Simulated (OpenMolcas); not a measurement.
# SiH4O2 (SMILES O[SiH2]O): the HOMO–LUMO gap, rung by rung

The species is SiH4O2 (7 atoms), meant as a singlet with charge 0. SMILES: `O[SiH2]O`. The coordinates come from a PBE0-D4/def2-TZVP relaxation. This is one conformer, not always the lowest.

Each level gives the HOMO–LUMO gap (eV). The values are calculated.

```tsv
level	kind	program	value (eV)	CPU time
HF/def2-SVPD	Hartree–Fock	OpenMolcas	14.64	11 s
SVWN5/def2-SVPD	LDA	OpenMolcas	6.69	22 s
BLYP/def2-SVPD	GGA	OpenMolcas	6.66	31 s
PBE/def2-SVPD	GGA	OpenMolcas	6.74	29 s
revPBE/def2-SVPD	GGA	OpenMolcas	6.74	32 s
TPSS/def2-SVPD	meta-GGA	OpenMolcas	7.12	39 s
B3LYP/def2-SVPD	global hybrid	OpenMolcas	8.48	31 s
M06-2X/def2-SVPD	hybrid meta-GGA	OpenMolcas	10.73	40 s
```

The values span 6.66 to 14.64 eV. Orbital gaps aren't excitation energies; they tend to grow with the share of exact exchange. CPU times are rough (shared hosts, several kinds of processor): they show what a rung costs within a factor of a few.

The gap of silanediol depends mainly on how exchange is treated. Gradient corrections hardly matter: SVWN5, BLYP, PBE and revPBE all lie between 6.66 and 6.74 eV. TPSS opens the gap modestly without any exact exchange, while B3LYP, M06-2X and Hartree–Fock raise it to 8.48, 10.73 and 14.64 eV.

In a semilocal Kohn–Sham calculation, occupied and empty orbitals feel the same local potential. In Hartree–Fock, exchange stabilises the occupied orbitals strongly, but an empty orbital feels the repulsion of all the electrons and gains little in return. Hybrids fall in between. The HOMO is probably an oxygen lone-pair combination, compact enough to respond strongly to exact exchange, whereas the LUMO is likely to be diffuse, with some Si–O and Si–H antibonding character.

The spread therefore reflects different meanings of the orbital energies, not a changing electronic structure, and the steady rise through the hybrids to Hartree–Fock is no sign of convergence towards the fundamental gap. With a LUMO this diffuse, the absolute values may also shift with additional diffuse functions.
